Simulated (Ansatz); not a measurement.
**Ligand exchange: CHBrClF + C2H4FIn → CHBrF2 + C2H4ClIn**

Species: CHBrClF (bromochlorofluoromethane) `FC(Cl)Br`, singlet; C2H4FIn `C=[CH][InH][F]`, singlet; CHBrF2 (bromodifluoromethane) `FC(F)Br`, singlet; C2H4ClIn `C=[CH][InH][Cl]`, singlet. The partners trade Cl for F: C–Cl and In–F bonds give way to C–F and In–Cl.

Shapes, held fixed at every level: PBE0-D4/def2-TZVP. Flexible molecules stand in one conformer, not always the lowest. Programs: Ansatz 0.2.0. Electronic energies: no zero-point or thermal term.

**Question.** Estimate ΔE of this reaction.

**Answer.** The highest level, CCSD(T)/def2-TZVPP, gives ΔE = -75.6 kJ/mol; the levels span -101.1 to -66.3. The column of differences is taken from that level and isn't an error. No measured value is set beside it here. For atoms past krypton def2 sets carry core potentials with scalar relativity. Relativity is left out for Br. Outer-core shells of Br, In are correlated in most correlated rows, in sets that cover them unevenly.

```tsv
level	kind	ΔE (kJ/mol)	less CCSD(T)/def2-TZVPP
HF/def2-TZVPP	Hartree–Fock	-101.1	-25.5
PBE-D4/def2-TZVPP	GGA	-66.3	+9.3
r2SCAN-D4/def2-TZVPP	meta-GGA	-74.9	+0.7
r2SCAN0-D4/def2-TZVPP	global hybrid	-82.9	-7.3
MP2/def2-SVP	perturbation theory	-84.6	-9.0
MP2/def2-TZVPP	perturbation theory	-71.1	+4.5
CCSD(T)/def2-SVP	coupled cluster or CI	-90.2	-14.6
CCSD(T)/def2-TZVPP	coupled cluster or CI	-75.6	0.0
```

Every level puts fluorine on carbon and chlorine on indium, so the direction of the exchange is secure even though its size depends on the treatment. Both halides bind more strongly through fluorine, so the sign reflects a competition: replacing Cl by F gains more at carbon than it costs at indium. Compact fluorine 2p orbitals overlap well with carbon but poorly with the diffuse 5s and 5p orbitals of indium, where the bond relies more on its polarity. The product also has two fluorines on one carbon, and donation from a lone pair of one into the antibonding C–F orbital of the other probably adds to the driving force.

Going from the smaller to the larger basis makes the reaction less exothermic with both MP2 and CCSD(T), probably because the strongly anionic fluoride on indium needs the more flexible set. The coupled-cluster value may therefore still shift, and the near coincidence of r2SCAN-D4 with it doesn't establish that functional's accuracy. The total alone can't separate the geminal contribution from the intrinsic bond preferences.
